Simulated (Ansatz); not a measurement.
# A series in volume per atom on Ta

All results are calculated (Ansatz 0.2.0). Periodic Kohn-Sham DFT of a crystal at fixed atoms; pressure and stress are positive in compression; the energy is the free energy less that of spherical unpolarised free atoms; site moments are those in the method's own spheres, positive along +z.

Cell of the first row (space group Fm-3m, No. 225):
```
Ta
1.0
      0.0000     2.0669     2.0669
      2.0669     0.0000     2.0669
      2.0669     2.0669     0.0000
Ta
1
Direct
  0.00000 0.00000 0.00000
```

Settings of every row: method all-electron PAW; functional PBEsol; relativity scalar; k mesh 15x15x15; filling fermi-dirac; smearing width 0.08 eV; nucleus gaussian.

Atom start moment: 0 on all atoms.

Limits: no spin-orbit coupling on heavy atoms.

| row | volume per atom (Å³) | pressure (GPa) |
| --- | --- | --- |
| 1 | 17.661 | 6.514 |
| 2 | 17.67 | 6.396 |
| 3 | 18.036 | 1.992 |
| 4 | 18.412 | -2.11 |
| 5 | 18.6 | -4.017 |
| 6 | 18.788 | ? |
| 7 | 18.976 | -7.564 |
| 8 | 19.164 | -9.213 |
| 9 | 19.539 | -12.282 |

Question: what pressure should row 6 give?

Worked fit of pressure. Take u = (V_r/V)^(2/3) − 1 with V_r = 18.506 Å³ an atom, which is twice the finite (Eulerian) strain; such expansions in the strain, on which the Birch-Murnaghan equation of state is built, carry the rest volume and the bulk modulus. The shown rows have u = 0.03165, 0.0313, 0.0173, 0.0034, -0.00337, -0.01658, -0.02302, -0.03556. Least squares give pressure = −3.0757 + 281.38 × u + 657.88 × u² + 719 × u³ GPa; a parabola predicts inner rows, each left out in turn, worse (root mean square 0.0071 against 0.002 GPa). The rows lie off it by 0.002, -0.002, -0.001, 0.001, 0.000, -0.001, 0.000, 0.000. The pressure vanishes at u = 0.0107, or V = 18.21 Å³ an atom, and there the bulk modulus at fixed shape and fractions is B = −V dP/dV = (2/3)(1 + u) dP/du = 199 GPa. The withheld row has u = -0.01003, so the fit gives −3.0757 + 281.38 × (-0.01003) + 657.88 × (-0.01003)² + 719 × (-0.01003)³ = -5.832 GPa.

The calculation gave -5.833 GPa. The fit lies 0.001 GPa (0.0053 % of the column's range) above it, one unit of the last digit.
